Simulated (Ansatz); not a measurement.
**Strength of the Sn–H bond: CH5O2Sn → CH4O2Sn + H**

Species: CH5O2Sn `C[O][SnH][OH]`, doublet; CH4O2Sn `C[O][Sn][OH]`, singlet; H atom, doublet. 

Shapes, held fixed at every level: PBE0-D4/def2-TZVP. Flexible molecules stand in one conformer, not always the lowest. Programs: Ansatz 0.2.0. Electronic energies: no zero-point or thermal term.

```tsv
level	kind	ΔE (kJ/mol)	less CCSD(T)/def2-TZVPP
r2SCAN-D4/def2-TZVPP	meta-GGA	+115.4	+11.7
B3LYP-D4/def2-TZVPP	global hybrid	+101.9	-1.8
PBE0-D4/def2-TZVPP	global hybrid	+105.3	+1.6
wB97X-V/def2-TZVPP	range-separated hybrid	+106.0	+2.3
B2PLYP/def2-TZVPP	double hybrid	+95.5	-8.2
CCSD/def2-TZVPP	coupled cluster or CI	+105.7	+2.0
CCSD(T)/def2-TZVPP	coupled cluster or CI	+103.7	0.0
```

The highest level, CCSD(T)/def2-TZVPP, gives ΔE = +103.7 kJ/mol; the levels span +95.5 to +115.4. A fragment pairs its electrons up again, so this isn't a typical strength of such a bond. The column of differences is taken from that level and isn't an error. No measured value is set beside it here. Open shells run unrestricted unless RO is named. For atoms past krypton def2 sets carry core potentials with scalar relativity. Correlated rows may include outer-core shells of Sn, which these sets cover unevenly.

Removing hydrogen from this tin-centred radical is endothermic at every level, but the bond is weak: +103.7 kJ/mol with CCSD(T). The main reason is probably the stability of the product. Hydrogen loss takes tin from formal oxidation state III to II, leaving a singlet stannylene whose lone pair has mostly 5s character. The inert-pair effect favours this state, and the electronegative oxygen substituents help by increasing the lone pair's s character and donating π density into the formally empty 5p orbital. Much of the cost of breaking the Sn–H bond is thus recovered.

Perturbative triples lower the CCSD value by only 2.0 kJ/mol, which suggests that strong static correlation doesn't govern the reaction energy. The three hybrids without perturbative correlation lie close to CCSD(T), whereas r2SCAN-D4 binds hydrogen more strongly and B2PLYP more weakly, so climbing the functional hierarchy brings no steady convergence here. Whether Sn–H cleavage would outcompete Sn–O or C–O cleavage in the same radical remains open.
